Dear colleague,

The strong 100 peak and the empty 001 position of MnF₂ below its Néel point (about 67 K) fix the moment direction. Here is the calculation.

PROBLEM

MnF₂ has the rutile structure. Approximate inputs: a = 4.87 Å, c = 3.30 Å; Mn at (0,0,0) and (½,½,½); F at ±(u,u,0) and ±(½+u,½−u,½), u = 0.305; coherent lengths b(Mn) = −3.73 fm, b(F) = 5.65 fm. Assume μ = 5.0 μB, the free-ion value of Mn²⁺ (S = 5/2, L = 0), along +c at the corner and −c at the centre. An approximate form factor, with s = sinθ/λ = 1/(2d) in Å⁻¹, is

f = 0.4220 exp(−17.684 s²) + 0.5948 exp(−6.005 s²) + 0.0043 exp(0.609 s²) − 0.0219.

The neutron moment is −γμNσ, with γ = 1.913 and σ the Pauli vector.
(a) Find |F|² for 100 and 001.
(b) Suppose, for illustration, you establish |F(001)|²/|F(100)|² < 10⁻³. What tilt from c remains possible?
(c) Where does the polarisation matter? Compare 210.

WHY THE FORMULA HOLDS

The neutron feels V = +γμN σ·B. Let M include the orbital magnetisation. Then B = μ₀(H + M), ∇×H = 0 makes H(Q) parallel to Q, and ∇·B = 0 makes B(Q) normal to Q. Hence B(Q) = μ₀M⊥(Q), with Q̂ = Q/|Q| and

M⊥ = Q̂ × (M × Q̂) = M − Q̂(Q̂·M).

In the convention V = (2πħ²/mn) b δ(r), the Born scattering length is (mn/2πħ²)V(Q). With M(Q) in μB this is p₀σ·M⊥, where p₀ = (γr₀/2)(mn/mp) and r₀ = μ₀e²/(4πme) = 2.818 fm. Dropping the mass ratio, a 0.14 % effect, gives the customary p₀ = γr₀/2 = 2.695 fm per μB.

For one cell the amplitude is A = F_N + σ·G, with F_N = Σ b_j exp(iQ·r_j) and G = p₀M⊥(Q). Summing over final spins for an incident density matrix (1 + P·σ)/2, P being the spin polarisation,

|F|² = Tr[(1 + P·σ)A†A]/2 = |F_N|² + 2P·Re(F_N* G) + |G|² + iP·(G* × G).

In a collinear magnet all moments are ±μη along one unit vector η, so G = F_M q with

q = η − Q̂(Q̂·η), q² = sin²α, F_M = p₀μf Σ (±1) exp(iQ·r_j),

α being the angle between Q and η. As q is real the cross product vanishes:

|F|² = |F_N|² + 2Re(F_N* F_M) P·q + |F_M|² q².

For one atom per cell this is the Halpern–Johnson (1939) form b² + 2bp P·q + p²q², p = p₀μf. My η follows the moment, not the electron spin; some texts define q with the opposite sign. For N cells of volume v₀, dσ/dΩ = N[(2π)³/v₀] Σ_τ δ(Q − τ)|F|², τ running over the reciprocal lattice.

SOLUTION

(a) The Mn phase sum is 1 ± (−1)^(h+k+l), upper sign nuclear, lower magnetic. For h+k+l odd manganese drops out of F_N and F_M = 2p₀μf. The fluorines give

2cos[2π(h+k)u] + 2(−1)^(h+k+l) cos[2π(h−k)u],

which vanishes for 100 and 001 whatever u is. Both have F_N = 0, so both are independent of P.

100: s = 1/(2a) = 0.1027 Å⁻¹, f = 0.891, F_M = 2 × 2.695 fm/μB × 5.0 μB × 0.891 = 24.0 fm. Q lies along a, α = 90°, q² = 1, and the model gives |F|² = 5.8 barn per cell (1 barn = 100 fm²).

001: s = 1/(2c) = 0.1515 Å⁻¹, f = 0.782, F_M = 21.1 fm. The sublattices add just as at 100, but Q ∥ η, so q = 0 and |F|² = 0. This absence is not a cancellation of phases: M(Q) is purely longitudinal and produces no B(Q). It holds for any form factor and survives spin transferred to fluorine, provided the magnetisation stays along c everywhere.

(b) Tilt η by β from c at azimuth φ from a: η = (sinβ cosφ, sinβ sinφ, cosβ). Then q²(001) = sin²β, q²(100) = 1 − sin²β cos²φ, the moment cancels, and

|F(001)|²/|F(100)|² = (0.782/0.891)² sin²β/(1 − sin²β cos²φ) = 0.770 sin²β/(1 − sin²β cos²φ).

Setting this to 10⁻³ gives β < 2.1° both at φ = 0° and at φ = 90°, hence for any azimuth. The signal is quadratic in β, so a tenfold tighter angle costs a hundredfold tighter intensity limit.

Beware of λ/2 neutrons, which put 002 at the 001 setting. F_N(002) = 2b(Mn) + 4b(F) = 15.1 fm, |F|² = 2.3 barn, 0.40 of the 100 value. An effective λ/2 weight (flux, reflectivity and detector factors included) of 2.5 × 10⁻³ already mimics your whole limit. Subtracting a scan above the Néel point removes this nuclear signal. The ratio must also be corrected for Lorentz factors; extinction at 100 inflates it, which only weakens the bound.

(c) At 210 the fluorines survive: F_N = 2b(F)[cos 6πu − cos 2πu] = 2 × 5.65 fm × (0.861 + 0.339) = 13.6 fm. With s = √5/(2a) = 0.2296 Å⁻¹, f = 0.582 and F_M = 15.7 fm; q = η = ĉ. Unpolarised, |F|² = F_N² + F_M² = 4.3 barn. For P = ±ĉ it is (F_N ± F_M)², and the asymmetry is

(I₊ − I₋)/(I₊ + I₋) = 2F_N F_M/(F_N² + F_M²) = 0.99.

The reversed domain has −0.99, so an equal mixture shows none. I quote no flipping ratio, because I₋ squares a small difference of approximate numbers.

These numbers are the model's. Debye–Waller factors exp(−2Bs²) are omitted; a typical low-temperature B ≈ 0.2 Å² lowers the 210 intensity by 2 %. Zero-point spin deviation and covalency typically leave the ordered moment several per cent below 5 μB, so the model's 5.8 barn, which scales as μ², probably lies high by about twice that fraction. The zero at 001 and the tilt bound do not depend on μ.